**Ionisation energy against Kohn-Sham eigenvalue for six d⁷–d⁹ dications**

The table holds ionisation energies (differences of total energies), highest occupied eigenvalues, mean radii of that level and exchange energies of Co²⁺, Ni²⁺, Cu²⁺, Pd²⁺, Ir²⁺ and Pt²⁺, from spherical, spin-polarised, scalar-relativistic Slater Xα calculations with α = 0.667 and no correlation. The program splits each change of the ionisation energy into an eigenvalue part and a gap part, and tests the parameter-free estimate gap = e²/(2⟨r⟩) that follows from Janak's theorem and a charged sphere. The gap falls with growing radius in all six rows, but the estimate overshoots it by 44 to 63 %. The gap carries 73 % of the fall from Ni²⁺ to Pd²⁺, 34 % from Pd²⁺ to Pt²⁺ and 12 to 16 % of the rises along a period. The output also lists logarithmic slopes against the radius, a check with the Slater integral F⁰ for Pd²⁺, and the shift of the total energies with α.

Doubly charged ions of groups 9 to 11 as spherical all-electron Kohn-Sham atoms, computed with radks 1 (radial solver, using Libxc): Slater Xα exchange with α = 0.667, no correlation, scalar-relativistic, spin-polarised, Fermi nucleus. Configurations are NIST's ground ones, with open shells filled at highest spin. Ionisation energies are differences of total energies.

## Script

```python
# Table: ionisation energy I (difference of total energies), -eps(highest occupied), mean radius
# of that level and exchange energy of six M2+ ions; radks, spherical spin-polarised
# scalar-relativistic X-alpha (alpha 0.667), no correlation. Tested: split of I into -eps and
# gap = I + eps, and the parameter-free estimate gap = e^2/(2<r>) from Janak's theorem.
T = {
    'ion': ['Co2+', 'Ir2+', 'Ni2+', 'Pd2+', 'Pt2+', 'Cu2+'],
    'Z': [27, 77, 28, 46, 78, 29],
    'N': [25, 75, 26, 44, 76, 27],
    'configuration': ['[Ar] 3d7', '[Xe] 4f14 5d7', '[Ar] 3d8', '[Kr] 4d8', '[Xe] 4f14 5d8', '[Ar] 3d9'],
    'removed': ['3d', '5d', '3d', '4d', '5d', '3d'],
    'ionisation_energy': [32.0893, 27.726, 34.4588, 31.8508, 29.9192, 36.7094],  # eV
    'minus_highest_eigenvalue': [23.896, 21.974, 25.888, 25.18, 23.898, 27.78],  # eV
    'highest_level_mean_radius': [1.0512, 1.6447, 0.98821, 1.3903, 1.5734, 0.93318],  # bohr
    'exchange_energy': [-54.33, -327.73, -57.952, -134.06, -335.31, -61.745],  # hartree
}
import numpy as np
from scipy.constants import physical_constants as pc
Ha = pc['Hartree energy in eV'][0]
alpha = 0.667  # setting from the caption
ion = list(T['ion'])
Z = np.array(T['Z'], float)
I = np.array(T['ionisation_energy'], float)
e = np.array(T['minus_highest_eigenvalue'], float)
r = np.array(T['highest_level_mean_radius'], float)
Ex = np.array(T['exchange_energy'], float)
nd = np.array([int(c.strip()[-1]) for c in T['configuration']])
gap = I - e
est = Ha / (2 * r)
k = {s[:2]: i for i, s in enumerate(ion)}
print("Rounding: I 0.00005 eV, -eps 0.0005 eV, gap 0.0006 eV, radius up to 0.00005 bohr")
print("ion   d  unpaired  same-spin partners  gap eV  gap/I %  e2/(2r) eV  gap/estimate  overshoot %")
for i in np.argsort(r):
    print(f"{ion[i]:5s} {nd[i]}  {10-nd[i]}  {nd[i]-6}  {gap[i]:.3f}  {100*gap[i]/I[i]:.1f}"
          f"  {est[i]:.2f}  {gap[i]/est[i]:.3f}  {100*(est[i]/gap[i]-1):.0f}")
w = int(np.argmax(est / gap))
print(f"Worst row of the estimate: {ion[w]}, too high by {est[w]-gap[w]:.2f} eV")
print("pair    dI eV   d(-eps) eV  d(gap) eV  gap share %  radius change %")
pairs = [('Ni', 'Pd'), ('Pd', 'Pt'), ('Ni', 'Pt'), ('Co', 'Ir'), ('Co', 'Ni'), ('Ni', 'Cu'),
         ('Ir', 'Pt'), ('Co', 'Cu'), ('Co', 'Pt')]
share = {}
for a, b in pairs:
    i, j = k[a], k[b]
    share[a + b] = (gap[j] - gap[i]) / (I[j] - I[i])
    print(f"{a}->{b}  {I[j]-I[i]:+.3f}  {e[j]-e[i]:+.3f}  {gap[j]-gap[i]:+.3f}"
          f"  {100*share[a+b]:.0f}  {100*(r[j]/r[i]-1):+.1f}")
i, j = k['Co'], k['Pd']
print(f"Co->Pd  dI {I[j]-I[i]:+.3f}, d(-eps) {e[j]-e[i]:+.3f}, d(gap) {gap[j]-gap[i]:+.3f} eV,"
      f" radius {100*(r[j]/r[i]-1):+.1f} %")
print(f"Second step minus first step of I across 3d: {I[k['Cu']]-2*I[k['Ni']]+I[k['Co']]:+.3f} eV")
print("Exponent d ln(x)/d ln(radius), pure 1/r would be -1:   I    -eps    gap")
for a, b in [('Ni', 'Pd'), ('Pd', 'Pt'), ('Co', 'Ir'), ('Co', 'Cu'), ('Ir', 'Pt')]:
    i, j = k[a], k[b]
    L = np.log(r[j] / r[i])
    print(f"{a}->{b}  {np.log(I[j]/I[i])/L:+.2f}  {np.log(e[j]/e[i])/L:+.2f}"
          f"  {np.log(gap[j]/gap[i])/L:+.2f}")
# further outputs of the same Pd2+ run (eV): Slater integral F0(4d,4d), spin-resolved levels
F0, s4u, s4d, d3u, d3d = 17.9333, -109.63, -108.044, -349.701, -349.331
p = k['Pd']
print(f"Pd2+ only: F0/2 = {F0/2:.2f} eV, F0/(e2/r) = {F0*r[p]/Ha:.3f}, gap/(F0/2) = {2*gap[p]/F0:.3f},"
      f" F0/2 - gap = {F0/2-gap[p]:.2f} eV")
print(f"Pd2+ only: spin-down above spin-up by {s4d-s4u:.2f} eV (4s), {d3d-d3u:.2f} eV (3d)")
print("ion   I/|Ex| %   total energy shift for alpha +0.001 (Ex/alpha), eV")
for i in np.argsort(Z):
    print(f"{ion[i]:5s} {100*I[i]/(abs(Ex[i])*Ha):.2f}   {0.001*Ex[i]/alpha*Ha:+.2f}")
print(f"Pt/Ni ratio: exchange energy {Ex[k['Pt']]/Ex[k['Ni']]:.2f}, I {I[k['Pt']]/I[k['Ni']]:.3f}")
print(f"Rounding of Ex for Pd, Ir, Pt: 0.005 hartree = {0.005*Ha:.2f} eV")
assert I[k['Ni']] > I[k['Pd']] > I[k['Pt']] and I[k['Co']] < I[k['Ni']] < I[k['Cu']]
assert np.all(gap > 0) and np.all(np.diff(gap[np.argsort(r)]) < 0)
assert np.all(gap < est) and gap[p] < F0 / 2
assert share['NiPd'] > 0.5 > max(share['PdPt'], share['CoNi'], share['NiCu'], share['IrPt'])
```

Running it gives:

```
Rounding: I 0.00005 eV, -eps 0.0005 eV, gap 0.0006 eV, radius up to 0.00005 bohr
ion   d  unpaired  same-spin partners  gap eV  gap/I %  e2/(2r) eV  gap/estimate  overshoot %
Cu2+  9  1  3  8.929  24.3  14.58  0.612  63
Ni2+  8  2  2  8.571  24.9  13.77  0.623  61
Co2+  7  3  1  8.193  25.5  12.94  0.633  58
Pd2+  8  2  2  6.671  20.9  9.79  0.682  47
Pt2+  8  2  2  6.021  20.1  8.65  0.696  44
Ir2+  7  3  1  5.752  20.7  8.27  0.695  44
Worst row of the estimate: Cu2+, too high by 5.65 eV
pair    dI eV   d(-eps) eV  d(gap) eV  gap share %  radius change %
Ni->Pd  -2.608  -0.708  -1.900  73  +40.7
Pd->Pt  -1.932  -1.282  -0.650  34  +13.2
Ni->Pt  -4.540  -1.990  -2.550  56  +59.2
Co->Ir  -4.363  -1.922  -2.441  56  +56.5
Co->Ni  +2.369  +1.992  +0.377  16  -6.0
Ni->Cu  +2.251  +1.892  +0.359  16  -5.6
Ir->Pt  +2.193  +1.924  +0.269  12  -4.3
Co->Cu  +4.620  +3.884  +0.736  16  -11.2
Co->Pt  -2.170  +0.002  -2.172  100  +49.7
Co->Pd  dI -0.239, d(-eps) +1.284, d(gap) -1.523 eV, radius +32.3 %
Second step minus first step of I across 3d: -0.119 eV
Exponent d ln(x)/d ln(radius), pure 1/r would be -1:   I    -eps    gap
Ni->Pd  -0.23  -0.08  -0.73
Pd->Pt  -0.51  -0.42  -0.83
Co->Ir  -0.33  -0.19  -0.79
Co->Cu  -1.13  -1.26  -0.72
Ir->Pt  -1.72  -1.89  -1.03
Pd2+ only: F0/2 = 8.97 eV, F0/(e2/r) = 0.916, gap/(F0/2) = 0.744, F0/2 - gap = 2.30 eV
Pd2+ only: spin-down above spin-up by 1.59 eV (4s), 0.37 eV (3d)
ion   I/|Ex| %   total energy shift for alpha +0.001 (Ex/alpha), eV
Co2+  2.17   -2.22
Ni2+  2.19   -2.36
Cu2+  2.18   -2.52
Pd2+  0.87   -5.47
Ir2+  0.31   -13.37
Pt2+  0.33   -13.68
Pt/Ni ratio: exchange energy 5.79, I 0.868
Rounding of Ex for Pd, Ir, Pt: 0.005 hartree = 0.14 eV
```
